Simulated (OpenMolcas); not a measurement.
# AlH3: a line through the functionals

AlH3: 4 atoms, total charge 0, spin state singlet. SMILES: `[AlH3]`. The coordinates come from a PBE0-D4/def2-TZVP relaxation.

The HOMO–LUMO gap y, in eV, basis def2-TZVPPD; a is the functional's share of exact exchange. Programs: OpenMolcas 26.06.

| functional | program | a | y (eV) |
| --- | --- | --- | --- |
| BLYP | OpenMolcas | 0 | 4.77 |
| r2SCAN | OpenMolcas | 0 | 5.47 |
| B3LYP | OpenMolcas | 0.2 | ? |
| PBE0 | OpenMolcas | 0.25 | 6.82 |
| BHLYP | OpenMolcas | 0.5 | 8.80 |

**Question.** Fit y = c + s·a to the known rows and predict B3LYP.

**Answer.** 
1. Means of the 4 rows: a = 0.1875, y = 6.465.
2. Σ(Δa)² = 0.17188, Σ(Δa·Δy) = 1.2563, so the slope is 1.2563/0.17188 = 7.3092.
3. Intercept: 6.465 − (7.3092) × 0.1875 = 5.095. The largest residual of the fit is 0.38.
4. B3LYP: 5.095 + (7.3092) × 0.2 = 6.56 eV.

The run gave 6.41 eV, so the prediction is off by +0.15 eV, within the scatter of the fit. Exact exchange lowers occupied levels and raises empty ones. The rows mix families of semi-local functionals, which the line can't see.

The gap widens with the share of exact exchange, from 4.77 eV in BLYP to 8.80 eV in BHLYP, but r2SCAN's 5.47 eV shows that this share alone doesn't set it. In planar AlH3 the HOMO is Al–H bonding with much hydrogen character, while the LUMO is essentially the empty out-of-plane Al 3p orbital, the seat of its Lewis acidity. Nonlocal exchange acts attractively on the filled bonding orbitals but much less on the empty 3p orbital, which overlaps little with them, so the two separate.

BLYP, B3LYP and BHLYP by themselves lie close to a straight line, steeper than the fitted one. The overestimate for B3LYP therefore probably comes from r2SCAN, which lifts the fit at zero exact exchange, rather than from curvature in the response to exchange. r2SCAN's wider gap is plausibly due to its dependence on the kinetic-energy density. The slope describes orbital energies and doesn't show which functional comes closest to the difference between ionization energy and electron affinity.
